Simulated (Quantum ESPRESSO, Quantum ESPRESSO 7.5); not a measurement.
# Lattice constants of the delafossite PtCoO2: PBEsol within 1 % of powder diffraction

## Starting point

The reference values come from "Crystal growth, resistivity and Hall effect of the delafossite metal PtCoO$_2$" (2014, arXiv:1411.6162). Single crystals were grown by a metathetical reaction of PtCl$_2$ and CoO, and the lattice constants $a$ and $c$ in the hexagonal setting were obtained from a Le Bail fit to a powder X-ray pattern. Such a fit yields the cell without refining atomic positions. The measurement temperature is not stated; room temperature is a reasonable assumption. Microprobe analysis gave a composition nominally slightly off stoichiometry. The stated uncertainties are far smaller than the errors of any common density functional. A later paper on electron-irradiated delafossites quotes practically the same cell as a literature value, which does not amount to an independent confirmation.

| compared with | measured | source's wording or label | method |
| --- | --- | --- | --- |
| a (Å) | 2.82259 ± 0.00005 | 2.82259 ± 5e-05 A | powder XRD, Le Bail fit * |
| c (Å) | 17.8084 ± 0.0003 | 17.8084 ± 0.0003 A | powder XRD, Le Bail fit * |
| a (Å) | 2.823 | a, conventional hexagonal cell | quoted experimental lattice constant |
| c (Å) | 17.808 | c, conventional hexagonal cell | quoted experimental lattice constant |

Where a quantity has several values, deviations refer to the one marked *.

Conditions are those given with the value in the passage it was taken from; "not stated" means there, and the paper may say more elsewhere.

## Choices

The aim is to compute $a$ and $c$ of PtCoO$_2$ and compare them with the powder diffraction values. The model is the ideal four-atom primitive cell in $R\bar{3}m$, with cell and atoms relaxed together. Low-spin trivalent cobalt carries no moment and the compound is a nonmagnetic metal, so a calculation without spin polarisation is appropriate.

Success means $a$ and $c$ each within 1 %. Good semilocal functionals usually reach this for dense oxides, while a systematic over- or underbinding would show up at this level. Thermal and zero-point expansion, absent from a static relaxation, should amount to a few tenths of a per cent in length at most, so the target can be judged without correcting for them.

PBEsol is the chosen functional, since it was constructed to improve the equilibrium geometry of solids. LDA is passed over because it typically makes such cells too small, and PBE because it tends to make them too large. The layers are joined by short O–Pt–O bonds rather than by dispersion across a gap, so a van der Waals functional is not the natural first choice either. The PBEsol result is to be tested for plane-wave cutoff and for the choice of potentials, and then set beside one neighbouring functional for scale.

System: PtCoO2 (platinum cobalt oxide), delafossite; R-3m (No. 166), 4 atoms in the primitive cell; the database structure is a structure relaxed by earlier theory, not a measurement: a = 2.825 Å, c = 17.818 Å.

## 1. PBEsol relaxation of the full cell

The relaxation starts from a cell already optimised by earlier theory, with $a$ = 2.825 Å and $c$ = 17.818 Å. This lies very close to the measured cell, but it is a computed structure and its closeness is no evidence for PBEsol. Both lattice constants are expected within the target, with $a$ perhaps slightly short, as PBEsol often gives for oxides of the late 3d metals.

**Run 1.** Quantum ESPRESSO 7.5: PBEsol, GBRV ultrasoft potentials, cell and atoms relaxed from the database structure, cutoff 45 Ry (density 360 Ry), 12x12x12 k mesh, Marzari-Vanderbilt smearing 0.14 eV.

Key lines of the input:
```
! potential files: GBRV ultrasoft potentials, made for PBEsol
&control
  calculation = 'vc-relax'
  etot_conv_thr = 1.0d-5
  nstep = 60
/
&system
  nat = 4
  ntyp = 3
  ecutwfc = 45
  ecutrho = 360
  nbnd = 33
  occupations = 'smearing'
  smearing = 'mv'
  degauss = 0.01029
/
&electrons
  conv_thr = 1.0d-8
  electron_maxstep = 100
  mixing_beta = 0.4
/
&ions
/
&cell
  press_conv_thr = 0.5
/
ATOMIC_SPECIES
  Co 58.933 Co.upf
  Pt 195.084 Pt.upf
  O 15.999 O.upf
[... cell and positions ...]
K_POINTS automatic
  12 12 12 0 0 0
```

Command:
```
OMP_NUM_THREADS=1 mpirun -n 8 pw.x -nk 8 -in relax.in > relax.out
```

Selected lines of the output:
```
     bfgs converged in   5 scf cycles and   4 bfgs steps
          total   stress  (Ry/bohr**3)                   (kbar)     P=        0.02
```

Converged; 6.2 min on 8 cores of Arm Neoverse V2, shared host.

| quantity | run 1 | measured | deviation |
| --- | --- | --- | --- |
| a (Å) | 2.8040 | 2.82259 ± 0.00005 | −0.0186 (−0.7 %) |
| c (Å) | 17.749 | 17.8084 ± 0.0003 | −0.060 (−0.3 %) |
| conventional cell volume (Å³) | 120.85 |  |  |
| final pressure (GPa) | 0.002 |  |  |

Both lattice constants fall within the target, $a$ by the smaller margin. The cell is short in both directions, more so in the plane than along the stacking axis, which agrees with the slight underestimate of $a$ expected from PBEsol. The relaxation moved away from its starting cell and ended with almost no residual pressure. That shows a stationary point at these settings, but says nothing about the error of the basis or of the potentials.

## 2. Higher cutoff and a second potential family

With $a$ 0.7 % short, a numerical error of a few tenths of a per cent could change the verdict. Two relaxations with the same functional address this. One keeps the ultrasoft potentials and raises the plane-wave cutoff; the other replaces them by norm-conserving potentials at a cutoff suited to their harder character. Changes well below the distance to the 1 % limit are expected from both.

**Run 2.** Quantum ESPRESSO 7.5: PBEsol, GBRV ultrasoft potentials, cell and atoms relaxed from the database structure, cutoff 61 Ry (density 488 Ry), 12x12x12 k mesh, Marzari-Vanderbilt smearing 0.14 eV.

Key lines of the input, as changed from run 1:
```diff
  &system
-   ecutwfc = 45
-   ecutrho = 360
+   ecutwfc = 61
+   ecutrho = 488
```

Selected lines of the output:
```
     new unit-cell volume =    272.10458 a.u.^3 (    40.32174 Ang^3 )
```

Converged; took 6.6 min.

**Run 3.** Quantum ESPRESSO 7.5: PBEsol, PseudoDojo norm-conserving potentials, cell and atoms relaxed from the database structure, cutoff 96 Ry, 12x12x12 k mesh, Marzari-Vanderbilt smearing 0.14 eV.

Key lines of the input, as changed from run 1:
```diff
- ! potential files: GBRV ultrasoft potentials, made for PBEsol
+ ! potential files: PseudoDojo norm-conserving potentials, made for PBEsol
  &system
-   ecutwfc = 45
-   ecutrho = 360
-   nbnd = 33
+   ecutwfc = 96
+   nbnd = 34
```

Selected lines of the output:
```
kinetic-energy cutoff     =      96.0000  Ry
     number of k points=   189  Marzari-Vanderbilt smearing, width (Ry)=  0.0103
          total   stress  (Ry/bohr**3)                   (kbar)     P=      -51.20
     new unit-cell volume =    269.75943 a.u.^3 (    39.97422 Ang^3 )
          total   stress  (Ry/bohr**3)                   (kbar)     P=       19.44
     new unit-cell volume =    271.61444 a.u.^3 (    40.24911 Ang^3 )
     estimated scf accuracy    <       0.00040913 Ry
     estimated scf accuracy    <       0.00000600 Ry
     estimated scf accuracy    <       0.00000084 Ry
[stopped from outside after 501 s, the time that was left for it]
```

Cut off at its time limit; took 8.3 min.

| quantity | run 2 | measured |
| --- | --- | --- |
| a (Å) | 2.8052 | 2.82259 ± 0.00005 |
| c (Å) | 17.750 | 17.8084 ± 0.0003 |
| conventional cell volume (Å³) | 120.97 |  |
| final pressure (GPa) | 0.002 |  |

Raising the cutoff lengthens $a$ by 0.0012 Å and $c$ by 0.001 Å, a small fraction of the distance to experiment. At the higher cutoff $a$ is still about 0.6 % short and $c$ about 0.3 %, so the basis set does not account for the contraction.

The norm-conserving relaxation was stopped at its time limit before it had converged, so no lattice constants are taken from it. Its pressure was negative in the starting cell and positive in the first, smaller trial cell, which points to an equilibrium volume between the two. The next trial volume, 40.249 Å$^3$ per primitive cell, lies within 0.2 % of the relaxed ultrasoft value. This is compatible with the ultrasoft result, but it is an intermediate step of an unfinished relaxation, and the comparison of potentials remains incomplete.

## 3. Sensitivity to the k mesh

PtCoO$_2$ is a metal with a sharp Fermi surface from the platinum layers, so the sampling of the Brillouin zone deserves its own test. The relaxation at the original cutoff is repeated on a coarser 9×9×9 mesh. A coarser mesh cannot prove the 12×12×12 result converged, but a large shift would expose it as unreliable. Little change is expected, since the smearing softens the occupation step and the filled cobalt and oxygen bands carry much of the bonding.

**Run 4.** Quantum ESPRESSO 7.5: PBEsol, GBRV ultrasoft potentials, cell and atoms relaxed from the database structure, cutoff 45 Ry (density 360 Ry), 9x9x9 k mesh, Marzari-Vanderbilt smearing 0.14 eV.

Key lines of the input, as changed from run 1:
```diff
  K_POINTS automatic
-   12 12 12 0 0 0
+   9 9 9 0 0 0
```

Selected lines of the output:
```
     number of k points=    85  Marzari-Vanderbilt smearing, width (Ry)=  0.0103
     bfgs converged in   6 scf cycles and   5 bfgs steps
     new unit-cell volume =    272.25004 a.u.^3 (    40.34329 Ang^3 )
```

Converged; took 3.1 min.

| quantity | run 4 | measured | deviation |
| --- | --- | --- | --- |
| a (Å) | 2.8060 | 2.82259 ± 0.00005 | −0.0166 (−0.6 %) |
| c (Å) | 17.750 | 17.8084 ± 0.0003 | −0.059 (−0.3 %) |
| conventional cell volume (Å³) | 121.03 |  |  |
| final pressure (GPa) | 0.014 |  |  |

The coarser mesh lengthens $a$ by 0.0020 Å and $c$ by 0.001 Å. The in-plane constant is thus somewhat more sensitive to the sampling than to the cutoff, but the shift is only about a tenth of the deviation from experiment and well below the roughly 0.01 Å that separates $a$ from the 1 % limit. The test bears on the step from 9×9×9 to 12×12×12; denser meshes are not examined here, so the remaining sampling error is not bounded.

## 4. PBE as the neighbouring functional

A PBE relaxation with potentials of the same family, and with the cutoff and mesh of the first run, gives the scale of the functional's influence. PBE usually yields larger cells than PBEsol, so both constants should grow. Since PBEsol is short by 0.7 % in $a$ and 0.3 % in $c$, PBE is expected to overshoot experiment, perhaps by a similar amount.

**Run 5.** Quantum ESPRESSO 7.5: PBE, GBRV ultrasoft potentials, cell and atoms relaxed from the database structure, cutoff 45 Ry (density 360 Ry), 12x12x12 k mesh, Marzari-Vanderbilt smearing 0.14 eV.

Key lines of the input, as changed from run 1:
```diff
- ! potential files: GBRV ultrasoft potentials, made for PBEsol
+ ! potential files: GBRV ultrasoft potentials, made for PBE
```

Selected lines of the output:
```
     bfgs converged in   6 scf cycles and   5 bfgs steps
     new unit-cell volume =    283.76325 a.u.^3 (    42.04938 Ang^3 )
```

Converged; took 5.9 min.

| quantity | run 5 | measured | deviation |
| --- | --- | --- | --- |
| a (Å) | 2.8500 | 2.82259 ± 0.00005 | +0.0274 (+1.0 %) |
| c (Å) | 17.934 | 17.8084 ± 0.0003 | +0.125 (+0.7 %) |
| conventional cell volume (Å³) | 126.15 |  |  |
| final pressure (GPa) | −0.009 |  |  |

PBE overshoots in both directions, as anticipated, but by more than PBEsol falls short: 0.0274 Å against 0.0186 Å in $a$, and 0.125 Å against 0.060 Å in $c$. Both PBE constants still meet the 1 % target, $a$ only just. Its margin of about 0.001 Å is no larger than the shifts that cutoff and mesh produced with PBEsol, and the effect of either on the PBE cell is not examined here, so this narrow pass is not numerically secured.

The change of functional moves $a$ by 0.0460 Å, more than twenty times the shift caused by either numerical test. The choice between the two functionals therefore matters far more for this cell than the settings that were varied.

## Table of results

| run | settings | a (Å) | deviation | c (Å) | deviation | cost | status |
| --- | --- | --- | --- | --- | --- | --- | --- |
| 1 | PBEsol, GBRV ultrasoft potentials, cutoff 45 Ry (density 360 Ry), 12x12x12 k mesh | 2.8040 | −0.0186 (−0.7 %) | 17.749 | −0.060 (−0.3 %) | 49 core-min |  |
| 2 | PBEsol, cutoff 61 Ry | 2.8052 | −0.0174 (−0.6 %) | 17.750 | −0.058 (−0.3 %) | 52 core-min |  |
| 3 | PBEsol, PseudoDojo, cutoff 96 Ry | – |  | – |  | 67 core-min | cut off at its time limit |
| 4 | PBEsol, 9x9x9 mesh | 2.8060 | −0.0166 (−0.6 %) | 17.750 | −0.059 (−0.3 %) | 25 core-min |  |
| 5 | PBE, GBRV ultrasoft potentials, cutoff 45 Ry (density 360 Ry), 12x12x12 k mesh | 2.8500 | +0.0274 (+1.0 %) | 17.934 | +0.125 (+0.7 %) | 47 core-min |  |
|  | measured | 2.82259 ± 0.00005 |  | 17.8084 ± 0.0003 |  |  |  |

## Judgement

PBEsol meets the target for both lattice constants of PtCoO$_2$: $a$ comes out 0.7 % and $c$ 0.3 % below the powder diffraction values, at a cost of 49 core-minutes. Raising the cutoff leaves this result practically unchanged.

The cutoff test and the PBE comparison were the most useful additions. PBE errs to the other side and by more, with $a$ so close to the 1 % limit that its pass is not secure. The coarser k mesh showed only modest sensitivity, and a denser one would have been the stronger test. The norm-conserving relaxation was the most expensive run and ended without a relaxed cell, so the influence of the potentials is not settled.

The agreement does not come from opposite errors in $a$ and $c$, since both are too short. Part of the shortfall is expected on physical grounds: the calculation is static, whereas the measured cell contains zero-point and, presumably, room-temperature expansion. An allowance of a few tenths of a per cent has the right sign and could account for most of the deviation in $c$, but probably not for all of that in $a$. The same allowance would take PBE further from experiment. What remains in $a$ is plausibly a slight overbinding by PBEsol within the layers, though no run separates this from an error of the potentials. The stated experimental uncertainties are much too small to matter here.

[Logs are printed without paths, hosts, clocks, repeated set-up lines and the standing remarks that a program may print on its own settings, such as how far it seeks lower states.]

[The runs shown are a pick from a larger set of finished runs; failed, doubtful and other runs were left out of it ahead of writing. So were measured values far from every level or from commonly accepted values, and agreement can look better than it is. Lines of input and output are excerpts and may be shortened.]

[The starting structure comes from the Materials Project.]
